**E2 line 1s4d ³D₂ → 1s2s ³S₁ along the helium sequence**

The table holds the reduced element, wavelength and partial rate of this quadrupole line for eleven two-electron ions from He to Al11+, from relativistic B-spline CI+MBPT with Breit and QED terms. The program tests a 1/Z expansion of the transition energy with one fitted constant, the Coulomb approximation for ⟨4d|r²|2s⟩, a single screened charge as an alternative, and a two-level model of ³D₂–¹D₂ mixing. The energy formula holds within 0.31 %, and the Coulomb approximation places the maximum of the scaled element Q(Z − 1)² at Li+, while a single screened charge errs by up to 19 %. The tabulated element lies 1.8 % above the Coulomb approximation in He and 5.1 % below it in Al11+. A 4d purity estimated from the computed 3d purity reduces the latter gap to 0.63 %.

B-spline many-body code 1: no-pair Dirac configuration interaction with Breit and QED terms, in a B-spline basis, for the helium atom and two-electron ions, which have no closed core. The line is an electric quadrupole (E2) transition, with its reduced element in length form.

## Analysis program

```python
# Table: E2 line 1s4d 3D2 -> 1s2s 3S1 of He-like ions (element, wavelength, rate); B-spline relativistic CI+MBPT with Breit, QED.
# Tested: 1/Z expansion of the energy, Coulomb approximation for <4d|r^2|2s>, one screened charge, singlet-triplet mixing.
T = {
    'ion': ['He', 'Li+', 'Be2+', 'B3+', 'C4+', 'N5+', 'O6+', 'F7+', 'Ne8+', 'Mg10+', 'Al11+'],
    'Z': [2, 3, 4, 5, 6, 7, 8, 9, 10, 12, 13],
    'charge': [0, 1, 2, 3, 4, 5, 6, 7, 8, 10, 11],  # e
    'line_reduced_element_1s4d_3D2_1s2s_3S1': [9.5, 2.525, 1.109, 0.6103, 0.3822, 0.2603, 0.1878, 0.1414, 0.1098, 0.07091, 0.05843],  # a.u.
    'line_without_core_polarisation_1s4d_3D2_1s2s_3S1': [9.5, 2.525, 1.109, 0.6103, 0.3822, 0.2603, 0.1878, 0.1414, 0.1098, 0.07091, 0.05843],  # a.u.
    'line_wavelength_1s4d_3D2_1s2s_3S1': [316.4, 93.82, 44.85, 26.27, 17.25, 12.2, 9.079, 7.02, 5.589, 3.783, 3.192],  # nm
    'line_rate_1s4d_3D2_1s2s_3S1': [63.77, 1965, 15190, 66630, 213900, 561800, 1281000, 2625000, 4951000, 14530000.0, 23080000.0],  # s⁻¹
}
import numpy as np
from scipy.constants import alpha, physical_constants as pc
from scipy.special import gamma as G, hyp2f1
from scipy.integrate import quad, cumulative_trapezoid as ct
k = '_1s4d_3D2_1s2s_3S1'; ion = T['ion']; Z = np.array(T['Z'], float); z = Z - 1
Q, Q0, lam, A = [np.array(T['line_' + s + k], float) for s in ('reduced_element', 'without_core_polarisation', 'wavelength', 'rate')]
hc = 1e9/(2*pc['Rydberg constant'][0]); eV = pc['Hartree energy in eV'][0]; tau = pc['atomic unit of time'][0]
rate = lambda w, q: alpha**3*w**5*q**2*alpha**2/75/tau
nuof = lambda l, c, n: 1/np.sqrt(2*hc/l/c**2 + 1/n**2)
c3, c4 = 4/(81*30**.5), 1/(64*5**.5); N = lambda v: 1/np.sqrt(v*v*G(v+1)*G(v))
def I(p, v, n):
    a, b, s = 1 - v, p + 4, .5 + v/(2*n)
    return (v/2)**(p+3)*G(b)*G(b-1)/G(a+b-1)*s**(-b)*hyp2f1(a, b, a+b-1, 1-1/s)
f = lambda v, n=4: N(v)*(c4*(I(3, v, 4) - I(4, v, 4)/12) if n == 4 else c3*I(3, v, 3))
def outer(v):  # part of the integral beyond the 4d node at r = 12/zeta
    U = lambda t: t**(v-1)*(1 + np.cumprod([(1-v+j)*(j-v)/(-(j+1)*t) for j in range(6)]).sum())
    return quad(lambda r: N(v)*c4*r**5*(1-r/12)*np.exp(-r/4-r/v)*(2*r/v)*U(2*r/v), 12, 90)[0]
w = hc/lam; nu = nuof(lam, z, 4); S = Q*z**2; F = f(nu); H = f(2.0)
half = lambda x: .5*10**(np.floor(np.log10(x)) - 3)/x
print('He to Al11+: element down x%.1f, squared x%.0f, wavelength down x%.1f, fifth power x%.3g, rate up x%.3g' % (Q[0]/Q[-1], (Q[0]/Q[-1])**2, lam[0]/lam[-1], (lam[0]/lam[-1])**5, A[-1]/A[0]))
dA = rate(w, Q)/A - 1
print('rate from formula: worst deviation %.2f %%; rounding allows %.2f %%' % (100*abs(dA).max(), 100*(5*half(lam)+2*half(Q)+half(A)).max()))
print('rounding of the table: wavelength up to %.3f %%, element up to %.3f %%' % (100*half(lam).max(), 100*half(Q).max()))
w1 = 3/32*Z**2 + (1/16 - 137/729)*Z; rel = 5/128*alpha**2*Z**2*z**2
c0 = np.sum((w-w1-rel)/w**2)/np.sum(1/w**2)
print('energy model: linear coefficient %.4f, fitted c0 = %.4f hartree; defect*zeta limit %.4f' % (1/16-137/729, c0, 8*(.25-137/729)))
print('ion  energy eV  error % bare Z^2 | +linear | +c0 | +relativity  nu(2s)  defect*zeta')
for i in range(len(Z)):
    print('%-6s %8.3f %8.1f %7.2f %7.2f %7.2f   %.4f  %.3f' % (ion[i], w[i]*eV, *[100*(x/w[i]-1) for x in (3/32*Z[i]**2, w1[i], w1[i]+c0, w1[i]+c0+rel[i])], nu[i], (2-nu[i])*z[i]))
sg = np.linspace(.5, 1.8, 1301); sb = sg[np.argmin([np.sum(np.log(H/(Z-s)**2/Q)**2) for s in sg])]
vv = np.linspace(1.6, 2, 401)
print('hydrogenic integral %.3f a.u., rate/zeta^6 %.2f 1/s; f(nu) peaks at nu = %.3f, value %.2f; best single sigma %.2f' % (H, rate(3/32, H), vv[np.argmax(f(vv))], f(vv).max(), sb))
ex = np.diff(np.log(A))/np.diff(np.log(z)); exZ = np.diff(np.log(A))/np.diff(np.log(Z))
print('ion  Q*zeta^2  f(nu)  table/f-1 %  single-sigma error %  rate/zeta^6  rate exponent in zeta, Z (from row above)')
for i in range(len(Z)):
    print('%-6s %6.3f %6.3f %7.2f %8.1f %9.2f  %s' % (ion[i], S[i], F[i], 100*(S[i]/F[i]-1), 100*(H/(Z[i]-sb)**2/Q[i]-1), A[i]/z[i]**6, '%.2f %.2f' % (ex[i-1], exZ[i-1]) if i else '-'))
print('integral inside/beyond 4d node: ' + '; '.join('%s %.2f/%.2f' % (n, f(v)-outer(v), outer(v)) for n, v in (('He', nu[0]), ('Li+', nu[1]), ('Al11+', nu[-1]), ('nu=2', 2.0))))
# further outputs of the same runs: other lines (zeta, n, element, wavelength), J components, 3d purities, 2s binding
ctl = [('He 4d singlet', 1, 4, 10.1412, 397.086), ('Li+ 4d singlet', 2, 4, 2.3531, 109.595), ('He 3d triplet', 1, 3, 25.8617, 380.989), ('Li+ 3d triplet', 2, 3, 8.76556, 117.355)]
for n_, c, n, q, l in ctl:
    v = nuof(l, c, n)
    print('control %s: nu %.3f, Q*zeta^2 %.2f, model %.2f, table/model-1 %.2f %%' % (n_, v, q*c*c, f(v, n), 100*(q*c*c/f(v, n)-1)))
print('hydrogenic 3d integral %.2f; Al11+ nu from 2s binding energy %.4f; df/dnu at Al11+ %.1f; (Z alpha)^2 at Al %.2f %%' % (f(2.0, 3), 12/np.sqrt(2*(2085.54-1574.54)/eV), (f(nu[-1]+1e-4)-F[-1])/1e-4, 100*(13*alpha)**2))
print('strength of 3D2 against 3D3, (7/5)(Q2/Q3)^2: He %.4f, Li+ %.4f' % (1.4*(9.49965/11.2409)**2, 1.4*(2.52549/2.98862)**2))
r = np.linspace(1e-3, 25, 20000)
def K(n, g):
    rho = r*np.exp(-g*r)*(c3*r**3*np.exp(-r/3) if n == 3 else c4*r**3*(1-r/12)*np.exp(-r/4))
    return ct(rho*ct(rho*r*r, r, initial=0)/r**3, r)[-1]
print('ion  3d purity  (spin-orbit/exchange) 4d over 3d  estimated 4d purity  (table/f)^2  table/(f*sqrt purity)-1 %')
for n_, p in (('Be2+', .999), ('B3+', .998), ('N5+', .991), ('Ne8+', .955), ('Al11+', .882)):
    i = ion.index(n_); t = np.sqrt(1/(2*p-1)**2 - 1); g = 27/64*K(3, Z[i]/z[i])/K(4, Z[i]/z[i])
    x = g*2*t/(6**.5 - t/2); p4 = .5 + .5/np.sqrt(1 + (6**.5*x/(2+x/2))**2)
    print('%-6s %.3f  %.2f  %.3f  %.3f  %.2f' % (n_, p, g, p4, (S[i]/F[i])**2, 100*(S[i]/F[i]/p4**.5-1)))
for n_, c, (a, b, d) in (('He', 1, (380.989, 316.377, 288.304)), ('Li+', 2, (117.355, 93.8228, 85.7093))):
    print('%s interval minus Rydberg value: 4d-3d %.1f meV, 5d-4d %.1f meV' % (n_, 1e3*eV*(hc/b-hc/a-c*c/2*(1/9-1/16)), 1e3*eV*(hc/d-hc/b-c*c/2*(1/16-1/25))))
assert np.all(Q == Q0) and abs(dA).max() < 4e-3
assert np.argmax(S) == 1 and np.all(np.diff(S[1:]) < 0) and S[-1] > H
assert np.all(ex > 4.5) and np.all(ex < 6)
assert S[-1]/F[-1] < S[4]/F[4] - 0.02
```

Output:

```
He to Al11+: element down x162.6, squared x26435, wavelength down x99.1, fifth power x9.57e+09, rate up x3.62e+05
rate from formula: worst deviation 0.15 %; rounding allows 0.25 %
rounding of the table: wavelength up to 0.041 %, element up to 0.046 %
energy model: linear coefficient -0.1254, fitted c0 = 0.0196 hartree; defect*zeta limit 0.4966
ion  energy eV  error % bare Z^2 | +linear | +c0 | +relativity  nu(2s)  defect*zeta
He        3.919    160.4  -13.79   -0.16   -0.15   1.6891  0.311
Li+      13.215     73.7   -3.74    0.30    0.31   1.8098  0.380
Be2+     27.644     47.7   -1.73    0.20    0.23   1.8626  0.412
B3+      47.196     35.1   -1.03    0.10    0.15   1.8922  0.431
C4+      71.875     27.8   -0.72    0.03    0.10   1.9111  0.445
N5+     101.626     23.0   -0.51    0.02    0.12   1.9246  0.453
O6+     136.562     19.6   -0.44   -0.05    0.08   1.9341  0.462
F7+     176.616     17.0   -0.39   -0.09    0.07   1.9414  0.469
Ne8+    221.836     15.0   -0.39   -0.15    0.06   1.9470  0.477
Mg10+   327.740     12.1   -0.41   -0.25    0.05   1.9552  0.492
Al11+   388.422     11.0   -0.43   -0.29    0.06   1.9583  0.500
hydrogenic integral 7.897 a.u., rate/zeta^6 5.15 1/s; f(nu) peaks at nu = 1.820, value 10.09; best single sigma 1.16
ion  Q*zeta^2  f(nu)  table/f-1 %  single-sigma error %  rate/zeta^6  rate exponent in zeta, Z (from row above)
He      9.500  9.332    1.80     18.9     63.77  -
Li+    10.100 10.082    0.18     -7.2     30.70  4.95 8.45
Be2+    9.981  9.987   -0.06    -11.5     20.84  5.04 7.11
B3+     9.765  9.784   -0.20    -12.1     16.27  5.14 6.63
C4+     9.555  9.591   -0.37    -11.7     13.69  5.23 6.40
N5+     9.371  9.420   -0.52    -10.9     12.04  5.30 6.26
O6+     9.202  9.282   -0.86    -10.0     10.89  5.35 6.17
F7+     9.050  9.166   -1.28     -9.0     10.01  5.37 6.09
Ne8+    8.894  9.071   -1.95     -7.9      9.32  5.39 6.02
Mg10+   8.580  8.922   -3.83     -5.2      8.20  5.37 5.91
Al11+   8.414  8.863   -5.07     -3.5      7.73  5.32 5.78
integral inside/beyond 4d node: He 10.92/-1.59; Li+ 13.39/-3.30; Al11+ 16.13/-7.26; nu=2 16.78/-8.89
control He 4d singlet: nu 1.851, Q*zeta^2 10.14, model 10.04, table/model-1 1.04 %
control Li+ 4d singlet: nu 1.923, Q*zeta^2 9.41, model 9.44, table/model-1 -0.28 %
control He 3d triplet: nu 1.690, Q*zeta^2 25.86, model 25.60, table/model-1 1.01 %
control Li+ 3d triplet: nu 1.810, Q*zeta^2 35.06, model 34.81, table/model-1 0.71 %
hydrogenic 3d integral 52.63; Al11+ nu from 2s binding energy 1.9581; df/dnu at Al11+ -19.4; (Z alpha)^2 at Al 0.90 %
strength of 3D2 against 3D3, (7/5)(Q2/Q3)^2: He 0.9999, Li+ 0.9997
ion  3d purity  (spin-orbit/exchange) 4d over 3d  estimated 4d purity  (table/f)^2  table/(f*sqrt purity)-1 %
Be2+   0.999  0.75  0.999  0.999  -0.03
B3+    0.998  0.76  0.999  0.996  -0.14
N5+    0.991  0.77  0.995  0.990  -0.25
Ne8+   0.955  0.78  0.970  0.961  -0.47
Al11+  0.882  0.78  0.913  0.901  -0.63
He interval minus Rydberg value: 4d-3d 3.2 meV, 5d-4d 75.5 meV
Li+ interval minus Rydberg value: 4d-3d 4.3 meV, 5d-4d 26.4 meV
```
